**Q.** What does the column Vzz measure, and where is it largest?

Computed with Ansatz 0.2.0: PBE, plane waves to 420 eV, default PAW datasets, scalar-relativistic, no spin polarisation, 3x3x2 k mesh. The system is a 36-atom TiO2 supercell with one Ti replaced by Sb, charge +1, ions relaxed. Vzz is the principal field gradient of largest magnitude; the asymmetry is (Vxx - Vyy)/Vzz.

```
atom  like atoms  distance from the defect (Å)  Vzz (1e21 V/m^2)  asymmetry  potential at the nucleus less that at the nearest site of the element (V)
 Sb1           1                          0.00             -2.72       0.23                                                                       0.00
 O22           4                          1.98              7.21       0.76                                                                       0.00
 O13           2                          1.98              8.48       0.53                                                                      -0.04
 Ti2           2                          3.02             -2.30       0.00                                                                       0.00
 O16           2                          3.48              2.12       0.63                                                                      -0.34
 O14           4                          3.55             -2.70       0.94                                                                      -0.19
Ti10           2                          3.57             -2.11       0.04                                                                      -0.18
 Ti7           2                          3.59             -1.41       0.64                                                                      -0.08
 O19           4                          4.08              2.35       0.92                                                                      -0.41
 O17           4                          4.58              2.18       0.79                                                                      -0.39
 Ti4           1                          4.59             -2.12       0.30                                                                      -0.19
 O23           2                          4.61              2.62       0.83                                                                       0.02
 Ti5           2                          5.46             -2.02       0.23                                                                      -0.21
 Ti8           1                          5.50             -1.21       0.92                                                                      -0.10
Ti11           1                          5.50              3.21       0.94                                                                      -0.14
 O20           2                          5.84              2.32       0.98                                                                      -0.42
```

**A.** It measures how unevenly charge surrounds a nucleus. A spherical ion on its own gives zero. The asymmetry tells how much the two smaller components differ: it is zero if they are equal and near one if one of them almost vanishes. Vzz is largest at the six O atoms bonded to Sb, O22 and O13, with 7.21 and 8.48. Every other O has a magnitude between 2.1 and 2.7.

**Q.** Those O atoms have Ti neighbours too. Why does one Sb matter so much?

**A.** A full 2p shell is round, so the gradient depends mainly on where charge has been drawn out of it. Charge missing along one axis makes the gradient along that axis positive. By the usual picture of bonding, Sb(V) takes charge mainly from the 2p orbital that points at it. Ti(IV) has empty 3d orbitals and also accepts charge from the 2p orbitals that lie across the bond, which leaves the O ion rounder. An O atom with one Sb and two Ti neighbours therefore has one direction much poorer in charge than the others.

**Q.** Both kinds of O are 1.98 Å from Sb. Why do they differ?

**A.** Their Sb bonds point differently relative to the other two bonds. In rutile each O lies in one plane with three metal neighbours. Two of these follow each other along the c axis, and the third bond is at right angles to c. At O13 Sb is on the third bond; at O22 it is one of the pair.

Let each Ti bond remove one unit of charge along itself and the Sb bond $w$ units. Subtract the average over three directions, because an even loss gives no gradient, and multiply by a scale $K$. Taking Ti–O as long as Sb–O, a bond of the pair has a squared cosine with c of $(1.51/1.98)^2=0.58$, where 1.51 Å is half the Sb–Ti2 distance. The remaining 0.42 lies along the third bond. For O13 the losses are $w+0.84$ along the Sb bond, 1.16 along c and zero out of the plane, so

$$V_{zz}=K\left(\tfrac{2}{3}w+0.17\right),\qquad \text{asymmetry}=\frac{1.16}{\tfrac{2}{3}w+0.17}.$$

The two tabulated values of O13 set $w=3.04$ and $K=3.86$. For O22 the Sb bond is tilted, and the in-plane losses form the matrix

$$\begin{pmatrix}0.58(w+1)&0.49(w-1)\\0.49(w-1)&0.42(w+1)+1\end{pmatrix}.$$

Its principal values are 3.54 and 1.50, and the average loss is 1.68. Hence $V_{zz}=3.86\times(3.54-1.68)=7.2$, with an asymmetry of $1.50/1.86=0.81$. The table has 7.21 and 0.76, and neither value was used to set the model. Within this model, the direction of the bond alone gives O22 the smaller gradient. That supports the explanation but doesn't prove it.

**Q.** What does the model say if Ti sits there instead of Sb?

**A.** Setting $w=1$ makes the three bonds alike, and the gradient drops because no single bond stands out any more. What remains is mainly the contrast between the plane of the bonds, where charge is missing, and the direction out of it, where the model removes none. The direction of the change is right, but the size is not. The model gives a magnitude of 3.9, about 60% above the mean of 2.4 for the O atoms with three Ti neighbours. It also makes the largest component negative, which the table has only at O14. A likely reason is that Ti also accepts charge from the 2p orbital that points out of the plane. That would weaken the negative component and could let a positive one become the largest. The model leaves this out, along with the field of the other ions.

**Q.** Could the extra charge of Sb do the same without any bonding?

**A.** A bare charge of +1 at 1.98 Å gives only 0.37, while the bonded O atoms exceed the others by 5.2 on average. The charge could also polarise the O ion and so be amplified. That would give a gradient of the same shape as the bond model does, so the model can't separate the two causes. If the whole excess were an amplified charge falling as $1/r^3$, each Sb would still add about 1.0 at O16, which has two Sb atoms equally near in the repeated cell. The magnitude there is slightly below the mean of the other O atoms, but an added gradient can partly cancel the one already present, so a moderate long-range part may be hidden.

**Q.** Does distance at least order the Ti sites?

**A.** No. Ti8 and Ti11 are both 5.50 Å from Sb, yet the magnitude at Ti11 is 2.7 times that at Ti8. In pure rutile all Ti sites are equivalent, so the difference comes from Sb, its periodic copies and the shifts of the ions around them. The two sites lie in different sideways directions from Sb. My guess is that the O atoms around them have shifted differently, since a Ti gradient reacts strongly to small changes in its bonds; comparing the bond lengths would test this. The change of sign means little, because Ti11 has components of +3.21 and −3.11 that almost balance.

**Q.** Which digits would you trust, and what would a better calculation change?

**A.** I would trust that the bonded O atoms have gradients roughly three times the mean of the other O atoms, but not the order of Ti10, Ti4 and Ti5, which lie within 0.1 of each other. The gradients can move with the k mesh, and the standard PAW datasets can miss them by over a tenth. A larger cell would matter most for the distant rows: Ti8 and Ti11 each have four Sb atoms at the same distance, so neither stands for undisturbed rutile. The ions were relaxed before the gradients were taken, but the size of the cell was kept fixed. Taking the cell from pure TiO2 relaxed with the same functional could shift the sensitive Ti values too.

**Q.** What could I use this for in a doped powder?

**A.** For recognising O bonded to Sb by nuclear magnetic resonance of oxygen-17. The quadrupole coupling, which is proportional to Vzz, comes out at 4.5 and 5.2 MHz for the two bonded kinds and at about 1.5 MHz on average for the rest. The analysis printed below gives these values together with the bond model. Take a large coupling as a hint of an Sb neighbour, not as proof, since hydroxyl groups or other defects, which were not calculated here, could also raise it. Don't turn a small one into a distance from Sb.

Output of the analysis:

```
Mean magnitude of Vzz at O not bonded to Sb, weighted by like atoms (1e21 V/m^2): 2.391
O22 over that mean (ratio): 3.015
O13 over that mean (ratio): 3.546
Quadrupole coupling eQVzz/h of O-17 at O22 (MHz): 4.463
Quadrupole coupling of O-17 at O13 (MHz): 5.249
Quadrupole coupling of O-17 at the mean of the other O (MHz): 1.48
Bond model: strength of the Sb bond relative to a Ti bond, set by O13: 3.037
Bond model: predicted Vzz of O22 (1e21 V/m^2): 7.181
Bond model: predicted asymmetry of O22: 0.8067
Bond model: predicted magnitude of Vzz for O with three Ti neighbours (1e21 V/m^2): 3.864
Bond model: that magnitude over the mean of the other O (ratio): 1.616
Bond model: predicted asymmetry for O with three Ti neighbours: 0.6736
Mean excess of the six bonded O over the other O (1e21 V/m^2): 5.242
Gradient of a bare charge +1 at the distance of O22 (1e21 V/m^2): 0.371
Excess of the bonded O scaled by 1/r^3 to O16 (1e21 V/m^2): 0.9655
O16 less the mean of the other O, magnitudes (1e21 V/m^2): -0.2711
O14 less the mean of the other O, magnitudes (1e21 V/m^2): 0.3089
Magnitude of Vzz, Ti11 over Ti8 (ratio): 2.653
Gradient of a bare charge +1 at the distance of Ti11 (1e21 V/m^2): 0.01731
Ti11: largest component of opposite sign (1e21 V/m^2): -3.114
Potential at O23 less that at O17 (V): 0.41
Spacing of the two Ti2 atoms beside O23 (angstrom): 2.832
Mean Ti spacing along c in this cell (angstrom): 2.957
```
